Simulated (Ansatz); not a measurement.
BiIr: the change of pressure with volume scale

Results calculated with Ansatz 0.2.0, not measured. Periodic Kohn-Sham DFT of a crystal at fixed atoms, scaled to volume_scale times the given cell; pressure positive in compression, energy less spherical unpolarised free atoms, largest_vzz the field gradient of largest size among the nuclei.

The cell before it is scaled or strained (space group F-43m, No. 216):
```
cell vectors (Å)
   0.0000     3.0671     3.0671
   3.0671     0.0000     3.0671
   3.0671     3.0671     0.0000
atoms (fractions of the cell vectors)
Ir  0.00000  0.00000  0.00000
Bi  0.25000  0.25000  0.25000
```

Settings of every row: method frozen-core PAW; functional PBE; relativity scalar; k mesh 11x11x11; filling fermi-dirac; smearing width 0.03 eV; wave cutoff 420 eV; paw set soft_2.

Atom start moment: 0 on all atoms.

Limits: no spin-orbit coupling on heavy atoms; the cell comes from a prototype or a list of computed structures and needn't be the stable phase.

```
row  volume scale  V (Å³/atom)  pressure (GPa)
  1        0.9405       27.136           6.071
  2          0.97       27.987               ?
  3             1       28.853           0.012
  4          1.03       29.718          -2.311
  5          1.06       30.584          -4.251
```

Question: what pressure should row 2 give?

Worked fit of pressure. Take u = (V_r/V)^(2/3) − 1 with V_r = 29.285 Å³ an atom, which is twice the finite (Eulerian) strain; such expansions in the strain, on which the Birch-Murnaghan equation of state is built, carry the rest volume and the bulk modulus. The shown rows have u = 0.05212, 0.00996, -0.00974, -0.02852. Least squares give pressure = −1.2028 + 118.376 × u + 406.18 × u² GPa; a straight line predicts inner rows, each left out in turn, worse (root mean square 0.4 against 0.013 GPa). The rows lie off it by 0.001, -0.005, 0.006, -0.002 (root mean square 0.0041 GPa). The pressure vanishes at u = 0.0098, or V = 28.86 Å³ an atom, and there the bulk modulus at fixed shape and fractions is B = −V dP/dV = (2/3)(1 + u) dP/du = 85.1 GPa. The withheld row has u = 0.03068, so the fit gives −1.2028 + 118.376 × (0.03068) + 406.18 × (0.03068)² = 2.811 GPa.

The calculation gave 2.794 GPa. The fit lies 0.017 GPa (0.16 % of the column's range) above it; its largest miss of a shown row is 0.006 GPa.
